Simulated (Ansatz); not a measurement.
PdAl3 and the effect of the functional

```
CELL_PARAMETERS angstrom
3.94691 0.00000 0.00000
0.00000 3.94691 0.00000
0.00000 0.00000 3.94691
ATOMIC_POSITIONS crystal
Pd 0.00000 0.00000 0.00000
Al 0.50000 0.50000 0.00000
Al 0.50000 0.00000 0.50000
Al 0.00000 0.50000 0.50000
```

The cell comes from a database or a generator and needn't be the stable form of this composition.

Kept alike: task band structure; k mesh 7 × 7 × 7; occupations fermi-dirac, width 0.05 eV; no spin polarisation. Program: Ansatz, all-electron LAPW, scalar-relativistic. The mesh is that of the run's cell of 4 atoms. No spin-orbit coupling.

| run | pressure (GPa) |
| --- | --- |
| A | -4.82 |
| B | -1.88 |
| C | 1.36 |

Pressure is positive in compression. For a metal such a mesh leaves the last digits unconverged.

Task: The runs differ in the functional alone: LDA; PBE; PBEsol. Which run is which?

Result: Run A is LDA; run B is PBEsol; run C is PBE. The pressure runs from -4.82 (LDA) to 1.36 GPa (PBE). From PBE: LDA -6.18; PBEsol -3.24. A positive pressure means that the functional's own cell is larger than the one given, a negative one that it is smaller.

At the same fixed cell, LDA and PBEsol put PdAl3 under tension, while PBE puts it under slight compression. The given lattice constant therefore lies between the PBEsol and PBE equilibrium values, with LDA favouring the smallest cell. This is the usual order for metals and follows from how each functional treats density gradients. Expanding the lattice makes the density between the atoms more inhomogeneous. PBE's gradient-enhanced exchange lowers the energy of such densities, which weakens the overbinding of LDA and pushes the cell outward. PBEsol has a weaker exchange enhancement, suited to slowly varying densities, and so falls between the two, here about midway in pressure. The gradient effect probably arises largely where the Pd and Al valence densities meet the outer core regions, rather than in the smoother interstitial electron gas alone. The small residual pressure with PBE doesn't make it the most accurate functional for this compound, since that would take a measured lattice constant for the same structure, with thermal and zero-point expansion accounted for.
